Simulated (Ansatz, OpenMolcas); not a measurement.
## BH3S (SMILES BS): methods side by side

The species is BH3S (5 atoms), meant as a singlet with charge 0. SMILES: `BS`. The shape is that of a PBE0-D4/def2-TZVP optimisation.

```xyz
5

B    -0.3921   -0.4210    0.0881
S     0.1617    1.2369   -0.1543
H    -1.5629   -0.5564    0.2642
H     0.3671   -1.3376    0.0742
H     1.4761    1.0044   -0.3136
```

Each level gives the energy change with the B1–S2 bond stretched from 1.765 to 2.206 Å (eV). The values are calculated.

```csv
level,kind,program,value (eV),less FCI/STO-3G
HF/STO-3G (restricted),Hartree–Fock,OpenMolcas,2.10,+0.19
SVWN5/STO-3G (restricted),LDA,Ansatz,2.06,+0.15
BLYP/STO-3G (restricted),GGA,Ansatz,1.73,-0.18
PBE/STO-3G (restricted),GGA,Ansatz,1.89,-0.02
r2SCAN0/STO-3G (restricted),hybrid meta-GGA,Ansatz,2.11,+0.20
HSE06/STO-3G (restricted),range-separated hybrid,Ansatz,2.06,+0.15
RPA@PBE/STO-3G (restricted),RPA,Ansatz,1.81,-0.10
CCSDT(Q)/STO-3G (restricted),coupled cluster or CI,Ansatz,1.90,-0.01
CCSDTQ/STO-3G (restricted),coupled cluster or CI,Ansatz,1.91,0.00
FCI/STO-3G,exact in the basis,Ansatz,1.91,0.00
```

FCI/STO-3G is exact within its basis and frozen core, so for wave-function methods in that basis the difference is their error; functionals converge differently with the basis, so for them it is only a difference. The first shape isn't each level's own minimum. The values span 1.73 to 2.11 eV. All rows use very small basis sets, so none should be taken for the real molecule's value.

Stretching the B–S bond costs 1.91 eV at the FCI level, and restricted Hartree–Fock overestimates this at 2.10 eV. As the bond lengthens, the bonding and antibonding orbitals draw closer and left–right correlation grows. A single closed-shell determinant cannot describe this and keeps too much ionic character. CCSDTQ matches FCI to the printed precision, so at this moderate stretch the wave function is still within reach of a single-reference expansion with high excitations.

Among the functionals, both GGAs lie below LDA, in line with the usual reduction of LDA overbinding by gradient corrections. HSE06 lies above its parent PBE, which suggests that short-range exact exchange brings back part of the Hartree–Fock stiffness. RPA@PBE falls below FCI, consistent with its familiar tendency to underbind.

The bond probably combines a σ component with donation from a sulfur lone pair into the empty boron p orbital, but a single stretching energy cannot separate the two or give the dissociation energy.
